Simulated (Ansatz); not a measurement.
YSc: energy above lowest point against volume scale

Free energy against uniform scaling of the volume at fixed shape and fractions; periodic cell, basis, potentials, k mesh and filling as listed. The results are calculated, by Ansatz 0.2.0.

The cell before it is scaled or strained (space group P-6m2, No. 187):
```
YSc
1.0
      3.5202     0.0000     0.0000
     -1.7601     3.0486     0.0000
      0.0000     0.0000     5.4041
Y Sc
1 1
Direct
  0.00000 0.00000 0.00000
  0.33333 0.66667 0.50000
```

Settings of every row: functional PBEsol; dispersion none; potentials PAW; wave cutoff 500 eV; density cutoff 2000 eV; k mesh 9x9x6; k shift 0x0x0; occupations fermi dirac; smearing width 0.1 eV; spin none.

Limits: coarse k mesh, up to 40 meV an atom off; the cell comes from a prototype or a list of computed structures and needn't be the stable phase.

```csv
row,volume scale,V (Å³/atom),energy above lowest point (meV/atom)
1,0.9,26.098,11.2
2,0.925,26.823,2.5
3,0.95,27.548,0
4,0.975,28.273,3.1
5,1,28.998,11.3
6,1.025,29.722,23.9
7,1.05,30.447,40.6
8,1.075,31.172,?
9,1.1,31.897,84.4
```

Question: what energy above lowest point should row 8 give?

Worked fit of energy above lowest point. Take u = (V_r/V)^(2/3) − 1 with V_r = 28.636 Å³ an atom, which is twice the finite (Eulerian) strain; such expansions in the strain, on which the Birch-Murnaghan equation of state is built, carry the rest volume and the bulk modulus. The shown rows have u = 0.06382, 0.04457, 0.02616, 0.00854, -0.00834, -0.02451, -0.04006, -0.06937. Least squares give energy above lowest point = 6.62 − 484.4 × u + 8940 × u² − 3493 × u³ meV/atom; a parabola predicts inner rows, each left out in turn, worse (root mean square 0.26 against 0.027 meV/atom). All shown rows lie on it to the printed digit. Its lowest point lies at u = 0.0275, or V = 27.49 Å³ an atom, and the curvature there gives the bulk modulus at fixed shape and fractions, B = (4/9)(1 + u)² E″(u)/V = 47.3 GPa. Letting shape and atoms relax would as a rule lower it, by much in layered, chain or molecular crystals. The withheld row has u = -0.055, so the fit gives 6.62 − 484.4 × (-0.055) + 8940 × (-0.055)² − 3493 × (-0.055)³ = 60.9 meV/atom.

The calculation gave 60.9 meV/atom. The fit meets it to the printed digit.
